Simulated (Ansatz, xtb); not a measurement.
**Relative energy of two conformers of CH5SSn−**

We compare X, `[CH3][SnH-][SH]`, a singlet, with Y, `[CH3][SnH-][SH]`, a singlet. Both are isolated ions in the gas phase, relaxed with B3LYP-D3(BJ)/def2-SVPD.

X (Å):

```tsv
atom	x (Å)	y (Å)	z (Å)
C	-0.2323	-1.3483	-0.0791
S	-1.6650	1.7049	1.2080
Sn	-1.2281	0.4374	-1.0779
H	-0.9885	-1.9697	0.4266
H	0.2840	-1.9689	-0.8324
H	0.5065	-1.0200	0.6684
H	-0.4090	1.5993	1.7038
H	0.3756	1.2441	-1.3649
```

Y (Å):

```yaml
atoms:
  - { symbol: C, position_ang: [-1.9000, -1.3750, 0.0019] }
  - { symbol: S, position_ang: [1.6921, -1.8114, 0.1623] }
  - { symbol: Sn, position_ang: [-0.3096, -1.7840, -1.5741] }
  - { symbol: H, position_ang: [-1.7181, -1.9760, 0.9058] }
  - { symbol: H, position_ang: [-2.9006, -1.6255, -0.3929] }
  - { symbol: H, position_ang: [-1.8935, -0.3096, 0.2829] }
  - { symbol: H, position_ang: [-0.5222, -3.5776, -1.4082] }
  - { symbol: H, position_ang: [2.2913, -0.7049, -0.3352] }
```

Energies in hartree; the thermal terms are from B3LYP-D3(BJ)/def2-SVPD harmonic frequencies (ideal gas, rigid rotor, one conformer each, 298.15 K, 1 atm) and include the zero-point energy:

|  | X | Y |
| --- | --- | --- |
| E, CCSD(T)/def2-SVPD | −652.047771 | −652.048212 |
| E, MP2/def2-SVPD | −651.981931 | −651.982484 |
| E, MP2/def2-TZVPPD | −652.442903 | −652.443629 |
| zero-point energy | 0.048387 | 0.048531 |
| H(298 K) − E | 0.055960 | 0.056116 |
| G(298 K) − E | 0.016750 | 0.016786 |

Task: Correct the CCSD(T) difference for the basis set by the MP2 change, then work out ΔE, ΔE₀, ΔH and ΔG for X → Y in kJ/mol (1 Eh = 2625.50 kJ/mol) and the equilibrium ratio [Y]/[X].

Result: 1. Differences Y − X: CCSD(T) −0.000441, MP2 in the small set −0.000553, MP2 in the large set −0.000726 Eh.
2. ΔE = −0.000441 + (−0.000726 − (−0.000553)) = −0.000614 Eh = −1.61 kJ/mol.
3. ΔE₀ = ΔE + ΔZPE = −0.000614 + (+0.000144) Eh = −1.23 kJ/mol.
4. ΔH = ΔE + (+0.000156) Eh = −1.20 kJ/mol.
5. ΔG = ΔE + (+0.000036) Eh = −1.52 kJ/mol, so ΔS = (ΔH − ΔG)/T = +1.1 J/(mol K).
6. kT = 0.9442 mEh, so K = [Y]/[X] = exp(−ΔG/kT) = exp(+0.61) ≈ 1.8.

The two are too close for this level to say which is favoured. An error of 4 kJ/mol in ΔG would change K by a factor of 5. Mirror images and further conformers aren't counted.

Other levels gave ΔE = −1.2 (B3LYP-D3(BJ)/def2-SVPD); −1.0 (HF/def2-SVPD); −1.5 (MP2/def2-SVPD); −1.2 (CCSD(T)/def2-SVPD) kJ/mol. The correlated steps freeze 10 core orbitals; the filled d shell of Sn is correlated, in a basis made for valence electrons. Atoms past krypton carry core potentials in the def2 sets, without spin–orbit terms. Programs: Ansatz 0.2.0.

The two structures are rotamers about the Sn-S bond and are almost isoenergetic. Both keep a pyramidal tin centre with bond angles near a right angle, as expected for a heavy stannyl-type anion whose lone pair has mostly 5s character. In X the S-H bond points away from this lone pair, between the Sn-C and Sn-H bonds; in Y it lies on the lone-pair side.

The near-degeneracy probably reflects a balance: Y gains electrostatic attraction between the lone pair and the thiol hydrogen, while X allows some donation from the lone pair into the S-H antibonding orbital. The Sn-S bond is also long for a single bond, suggesting a weak link with some character of hydrosulfide bound to a stannylene, which would soften any torsional preference.

Hartree-Fock already gives a difference of the same sign and similar size, so correlation does not create the slight lean towards Y. How fast the rotamers interconvert remains open, since no rotational barrier was computed.
